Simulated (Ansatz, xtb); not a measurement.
# Relative energy of two isomers of C3H9BO

Structure a: `BC[C@@H](C)O`, a singlet. Structure b: `B[C@@H](O)CC`, a singlet. Both are isolated molecules in the gas phase, relaxed with PBE-D3(BJ)/def2-SVP, each in the lowest conformer that the search found.

Q: Estimate E(b) − E(a) at the level CCSD(T)/def2-SVP + ΔMP2/def2-TZVPP.

A: Calculated at CCSD(T)/def2-SVP + ΔMP2/def2-TZVPP: E(b) − E(a) = +0.236 eV, so structure a lies lower.

Level by level:

```tsv
level	geometry	E(b) − E(a) (eV)	departure from the last row (eV)	job, with rough time for the two
GFN2-xTB	GFN2-xTB	+0.218	−0.018	optimisation, 0.83 s
HF/STO-3G	GFN2-xTB	+0.138	−0.098	single point, 1 s
r2SCAN-D4/def2-SVP	GFN2-xTB	+0.251	+0.016	single point, 9 s
PBE-D3(BJ)/def2-SVP	PBE-D3(BJ)/def2-SVP	+0.242	+0.007	optimisation, 82 s
HF/def2-SVP	PBE-D3(BJ)/def2-SVP	+0.231	−0.005	part of the CCSD(T) run
MP2/def2-SVP	PBE-D3(BJ)/def2-SVP	+0.250	+0.014	part of the CCSD(T) run
CCSD(T)/def2-SVP	PBE-D3(BJ)/def2-SVP	+0.242	+0.006	single point
CCSD(T)/def2-SVP + ΔMP2/def2-TZVPP	PBE-D3(BJ)/def2-SVP	+0.236		single point, 87 s
```

As drawn, both hold the same kinds of bond in the same numbers.

The levels shown agree on the order. The largest departure from CCSD(T)/def2-SVP + ΔMP2/def2-TZVPP is that of HF/STO-3G, 0.098 eV. The last row adds to CCSD(T) the change of the MP2 difference between the two basis sets, here −0.006 eV.

With thermal terms from frequencies at re-optimised GFN2-xTB minima (ideal gas, soft modes damped towards free rotors, one conformer each, 298.15 K, 1 atm): the zero-point term adds +0.006 eV; ΔH is +0.249 and ΔG +0.226 eV.

The correlated steps freeze 5 core orbitals. Programs: Ansatz 0.2.0, xtb 6.7.1; the last row on 2 threads of AMD EPYC (Zen 3) on a shared host.

The β-hydroxyalkylborane a lies below its α-hydroxy isomer b by +0.236 eV, and thermal terms leave that preference nearly intact. Since the bond types match, the gap reflects how the substituents interact. In b, oxygen and boron share one carbon. The electronegative oxygen withdraws σ density from that carbon, probably weakening hyperconjugation into boron's empty p orbital, while direct lone-pair donation to boron would require a strained three-membered B–C–O contact. In a, the hydroxyl-bearing carbon has two alkyl neighbours, and boron keeps a more electron-rich CH₂ group beside it. An O→B contact could also help a, though it would close a strained four-membered ring.

Hartree–Fock in the def2-SVP basis already recovers almost the whole difference, which suggests that electrostatics and orbital delocalisation, rather than differential correlation, set the order. The preference concerns only these two connectivities: isomers with a direct B–O bond should lie well below both, because oxygen donates effectively into the vacant boron orbital there.
